Appendix: Limits and scaling of a guided resonance

Constraints. With time dependence exp(−iωt), mode energy |a|² and port powers |s|², temporal coupled-mode theory (Fan, Suh and Joannopoulos, 2003) reads
da/dt = (−iω₀ − γr − γa)a + κᵀs₊, s₋ = Cs₊ + da,
with C unitary and symmetric, γr = 1/τ the radiative and γa the absorptive amplitude rate. Set γa = 0. Power balance for arbitrary a and s₊ gives d†d = 2γr and κᵀ = −d†C. Free decay reversed in time has input d*a* and no output, so Cd* = −d; transposing this gives κ = d. Absorption is added perturbatively, keeping d.

Mirror symmetry. Write C = [[r, it],[it, r]], r² + t² = 1, r, t > 0 (negative t reverses σ), and d = d₁(1, σ), σ = ±1. Then d₁² = −γr(r + iσt). Only y = (ω − ω₀)/γr, η = γa/γr and r survive; ω₀ enters through Q = ω₀/2γ. From S = C + ddᵀ/[γr(1 + η − iy)], for light from one side,
R = [(ry + σt)² + r²η²]/D, T = [(ty − σr)² + t²η²]/D, A = 2η/D, D = (1 + η)² + y².

Background (η = 0). R = 0 at y = −σt/r and R = 1 at y = σr/t, a distance 1/(rt) ≥ 2 apart.
r ≪ 1: R ≈ (1 + 2σry)/(1 + y²), a peak shifted by σr; the zero recedes to −σ/r.
t ≪ 1: R ≈ (y² + 2σty)/(1 + y²), a dip.
The crossover is r = t.
|y| ≫ 1: R ≈ r² + 2σrt/y + (t² − r²)/y².

Loss. For η ≪ 1 the unit reflection falls linearly, to 1 − 2t²η, while the zero fills quadratically, to r⁴η². The peak absorption A₀ = 2η/(1 + η)² = ½ sech²(½ ln η) behaves as 2η(1 − 2η) for η ≪ 1 and (2/η)(1 − 2/η) for η ≫ 1, with the crossover and maximum ½ at η = 1. The full width is 2(γr + γa). The ceiling ½ holds for one symmetric mode lit from one side.

Back mirror. Closing port 2 with a lossless reflection ρ, |ρ| = 1, shifts ω₀ and leaves one port of rate
γ₁ = γr{1 + Re[(r + iσt)ρ/(1 − rρ)]},
which the gap tunes from 0 to 2γr/t². With η₁ = γa/γ₁, A₀ = 4η₁/(1 + η₁)², unity at η₁ = 1 and above 0.9 for 0.52 < η₁ < 1.92.

Numbers. Take an air-clad silicon membrane, n ≈ 3.48 (typical), h = 220 nm, λ = 1550 nm, with a shallow symmetric grating, normal incidence and E along the lines, so that one bright mode couples. Graphene with |μ| well below ħω/2 = 0.40 eV has approximately the sheet conductance e²/4ħ = παε₀c, πα = 0.0229. Dissipation over stored energy gives
Qa = 2n²h/(αfλ), f = n²h|E(surface)|²/∫ε|E|²dz,
with ε the relative permittivity. The fundamental TE mode of the unpatterned slab has n_eff = 2.82 (period λ/n_eff = 550 nm) and f = 0.48. Hence Qa = 9.8×10² and 1/γa = 1.6 ps; neglected material dispersion raises both by a few per cent.

The slab is nearly half-wave, δ = 2πnh/λ = π − 0.038, and r = 0.061, a value the etch will shift. The reflection line is almost Lorentzian. Its zero at |y| = 16 is unreliable: for Qr = Qa, δ drifts by about 0.03 over that detuning, rivalling 0.038, so C is not constant there. Graphene also absorbs πα|1 + S₁₁|² ≤ 0.092 from the zeroth order, breaking the unitarity and mirror symmetry of C, so the ceiling ½ holds only up to corrections of order πα. The mirror gap L must well exceed the 94 nm evanescent decay length; at L = 1 µm the neglected retardation 2L(γ₁ + γa)/c is 0.008 at critical coupling.

Without a mirror, critical coupling needs Qr = Qa; with one, any Qr up to 2Qa/t² = 2.0×10³ serves. Either way the loaded Q is 4.9×10² and the linewidth 3.2 nm. The model's peak absorption is ½ without and 1 with an ideal mirror, 22 and 44 times πα.